Examination question: how layered are the electrons of SnSe2?

SnSe2 is built of layers, each a sheet of tin between two sheets of selenium, with no strong bonds from one layer to the next. The table gives energy levels of the crystal from density-functional theory with the PBE functional, at a fixed structure and without spin-orbit coupling.

Kohn-Sham levels of bulk SnSe2 (space group P-3m1) at points of an 8×8×5 k mesh, relative to the valence-band top, computed with FLEUR MaX-R8.1 (patched build s14). The all-electron FLAPW calculation uses the PBE functional, a plane-wave cutoff of 3.5 bohr⁻¹ and Fermi-Dirac smearing of 0.05 eV, without spin polarisation or spin-orbit coupling, at a given fixed structure.

```
point a (reciprocal cell vector)  point b (reciprocal cell vector)  point c (reciprocal cell vector)  level under 4 (eV)  level under 3 (eV)  level under 2 (eV)  level under 1 (eV)  level over 1 (eV)  level over 2 (eV)
                          0.0000                            0.0000                            0.0000              -0.700              -0.393              -0.393              -0.008              1.101              2.950
                          0.0000                            0.0000                            0.2000              -0.739              -0.739              -0.333              -0.333              1.762              2.957
                          0.0000                            0.1250                            0.0000              -1.273              -1.135              -0.144               0.000              2.123              3.639
                          0.0000                            0.1250                            0.4000              -1.739              -1.161              -0.880              -0.292              2.331              3.827
                          0.0000                            0.5000                            0.0000              -2.907              -2.681              -1.198              -0.306              1.160              3.801
                          0.2500                            0.2500                            0.0000              -3.576              -2.490              -1.862              -0.799              1.723              5.861
                          0.2500                            0.3750                            0.0000              -3.618              -3.056              -1.630              -1.315              1.505              6.161
```

Each row is one wave vector, which says how the phase of an electron wave changes from cell to cell. The columns "point a" and "point b" describe the change within a layer and "point c" the change from layer to layer, as fractions of a full cycle. Point 1, with no change at all, is called Γ, and point 5 is called M. "Level under 1" is the highest filled level and "level over 1" the lowest empty one; energies count from the highest filled level on the mesh, which the heading calls the valence-band top. The same calculation, followed along lines between the mesh points, finds filled levels up to 0.037 eV above this zero. Over the whole mesh of wave vectors the calculation finds a gap of 0.813 eV.


Question 1. At which of the seven points is the direct gap smallest, and is it the gap of the crystal?

Model answer. The direct gap is the distance from the highest filled to the lowest empty level at the same wave vector. It is smallest at Γ, with 1.109 eV, and M follows with 1.466 eV. The gap over the mesh is smaller, 0.813 eV, because it may join a filled level at one wave vector to an empty level at another. The gap of the crystal is smaller still, at most about 0.78 eV, since the valence band peaks between mesh points. Over the whole mesh, too, the smallest direct gap is 1.109 eV. SnSe2 is therefore an indirect semiconductor in this calculation, and the bottom of its conduction band lies lower than the empty levels of all seven rows.

Remark. Without the help of lattice vibrations, light absorption needs photons of roughly the direct gap or more, whereas the number of carriers that heat excites across the gap follows the indirect one. An answer that quotes a gap should say which of the two it means.


Question 2. Suppose the layers did not feel each other at all. How would points 1 and 2 compare, and what does the table show?

Model answer. Points 1 and 2 have the same phases within the layer and differ only in the phase from layer to layer. If no electron could pass between layers, that phase would have no effect on the energy, and the two rows would be identical. In fact the lowest empty level rises by 0.661 eV, and the direct gap nearly doubles. As far as these states are concerned, the crystal is not a stack of separate sheets.

Remark. The limit of isolated layers is useful because it predicts exactly zero. Any difference between these two rows is therefore a sign of coupling between the layers.


Question 3. The highest filled level is at −0.008 eV at point 1 and at −0.333 eV at point 2. Has the state at the top of the valence band at Γ fallen by 0.325 eV?

Model answer. No, it has fallen by more than twice as much. At Γ the highest filled level stands alone, and a pair of equal energy lies below it at −0.393 eV. At point 2 the four highest filled levels form two pairs, at −0.333 and −0.739 eV. The single level must therefore have dropped to the lower pair or beneath it, a fall of at least 0.731 eV.

Remark. The columns are sorted by energy, so a column can pass from one band to another between two rows. The pairs are the clue: they are required by the threefold stacking axis together with the mirror planes that contain it, and these symmetries hold at both points. On the line between them, levels of the same symmetry do not cross, so the upper pair at Γ continues as the upper pair at point 2. It has risen by only 0.06 eV.


Question 4. Why does the single level move so much and the pair so little?

Model answer. The accepted picture of the bonding assigns the single level mainly to selenium pz orbitals, which point along the stacking axis, and the pairs to px and py orbitals, which lie in the layer. A pz orbital on the surface of one layer points towards the selenium atoms of the next and overlaps with them strongly. The px and py orbitals meet their counterparts mainly sideways, so the phase between layers matters little to them.

The direction of the shift follows from the signs of the lobes. In the single filled level at Γ, all pz orbitals point the same way. Across the space between two layers a positive lobe then faces a negative one, which is an antibonding contact and raises the energy. A change of phase from layer to layer relieves this contact, and the level falls.

The lowest empty level consists of tin 5s and selenium 4p orbitals in antibonding combination within the layer. At Γ its pz lobes on the two faces of a layer point in opposite directions, so that equal signs meet between the layers. That contact is bonding, and a change of phase weakens it, so this level rises.

Remark. The shifts are read from the table, while their explanation rests on orbital theory. Theory also allows a second contribution: away from Γ the single filled level and the lowest empty level may mix, which pushes them apart in the same directions. The table shows the sum of both effects and does not divide it. The picture also tells what to expect if the layers are drawn apart: at Γ the filled level should sink, the empty one should rise, and the direct gap there should widen.


Question 5. Is an electron in the lowest empty level near Γ much heavier along the stacking axis than within the layer? Give an estimate.

Model answer. Isolated layers would make it infinitely heavy along the axis. A simple case for comparison is a crystal in which all directions are equal, where the energy near the minimum is

E(k) = E(Γ) + ħ²k²/(2m)

with k the length of the wave vector and m one effective mass for every direction. Point 3 lies one step from Γ within the layer, and point 2 lies one step along the axis. With the cell edges of 3.811 Å in the layer and 6.136 Å along the axis, the steps are

k(layer) = 0.125 × 4π/(√3 × 3.811 Å) = 0.238 Å⁻¹
k(axis) = 0.2 × 2π/(6.136 Å) = 0.205 Å⁻¹

Within the layer the level rises by 1.022 eV. If all directions were equal, the rise along the axis would be

1.022 eV × (0.205/0.238)² ≈ 0.76 eV

The calculation gives 0.66 eV, so the estimate is about 15 % too high relative to the computed rise. Expressed as masses, the two steps correspond to about 0.21 electron masses within the layer and 0.24 along the axis. Over these steps the level behaves much more as in a crystal with equal directions than as in isolated layers.

Remark. Point 3 sets the mass and point 2 tests the assumption of equal directions, with a single number. The likeness does not reach far from Γ: between points 3 and 4 a layer-to-layer phase of 0.4 raises the level by only 0.208 eV, less than a third of the rise from Γ to point 2 at half that phase. Both masses are averages over a whole step, across which a band hardly remains a parabola; the mass at the very minimum may differ. They also belong to the valley at Γ, whereas electrons added to the crystal collect in the lower valley of the next question. They should not be used to estimate the conductivity of doped material.


Question 6. The mesh has five divisions along the stacking axis. What would change if it had six?

Model answer. Five divisions give layer-to-layer phases of 0, ±0.2 and ±0.4 of a cycle, and so pass over one half. Six divisions include it. This matters because the conduction band of bulk SnSe2 is known to have its minimum at the point called L, which has the phases of M within the layer and half a cycle from layer to layer. The present mesh comes no closer to L than 0.4.

The effect can be estimated if the mesh minimum of 0.813 eV is taken to lie at that nearest point. Coupling between adjacent layers gives a cosine in the phase q:

E(q) = E(M) − W × (1 − cos 2πq)/2

Here W is the full fall from M to L. From M, at 1.160 eV, to q = 0.4 the level falls by 0.347 eV, which is 0.905 of W. Hence W is 0.347/0.905 ≈ 0.38 eV, and L lies near 0.78 eV. The finer mesh should lower the gap by about 0.04 eV. The valence top between the mesh points takes off nearly 0.04 eV more, which leaves about 0.74 eV; a finer division along the axis alone is not expected to catch that part.

Remark. Two energies fix the two constants of the cosine, so its shape is assumed here and not tested. The sign of the change is safer than its size: the valence top of the table has no phase between layers and so belongs to both meshes, while only the finer one contains L, where the conduction minimum is expected. The level is expected to fall from M, although it rises from Γ, because the phases within the layer also enter. Each selenium atom faces three others across the space between layers. At Γ the pz lobes of this state make three bonding contacts there. A possible reason, not checked here because the orbital make-up of the single levels is not given, is that at M its selenium orbitals also have a large px and py part. They would then be tilted towards the layer, and the signs within the layer could turn two of the three contacts antibonding. A change of phase from layer to layer should then lower the level.


Question 7. Which digits of these energies can be trusted, and what would spin-orbit coupling change?

Model answer. The answer depends on the use. Shifts of several tenths of an eV between rows, on which the bonding argument rests, are unlikely to come from the mesh or the cutoffs, though neither was varied here. The gap itself is less secure as a statement about real SnSe2, because PBE makes the gaps of semiconductors too small, commonly by some tenths of an eV or more. Its first decimal is already in doubt, and a better mesh does not cure that.

The position of the valence maximum is the most delicate reading. Point 3 lies above Γ by only 0.008 eV, and neither is the maximum: between the mesh points the band reaches 0.037 eV above point 3 and 0.045 eV above Γ. Spin-orbit coupling in the selenium 4p shell is roughly a few tenths of an eV. It would split the pairs at points 1 and 2 visibly, and it would also mix the single level at Γ with a pair some tenths of an eV below. A coupling of about 0.1 eV across such a distance shifts a level by one or more hundredths of an eV. At point 3 the next level lies only 0.144 eV below the top, so the shift there may be larger still. Either shift can exceed the difference between the two points, and is comparable with their distance from the maximum.

Remark. The correct conclusion is that the valence band is nearly flat at its top: in this calculation the maximum lies off the mesh, and Γ and point 3 both come within 0.05 eV of it. The maximum of the real crystal has not been located. If sulfur took the place of selenium, the splitting of the pairs would be smaller, since spin-orbit coupling weakens in lighter atoms.
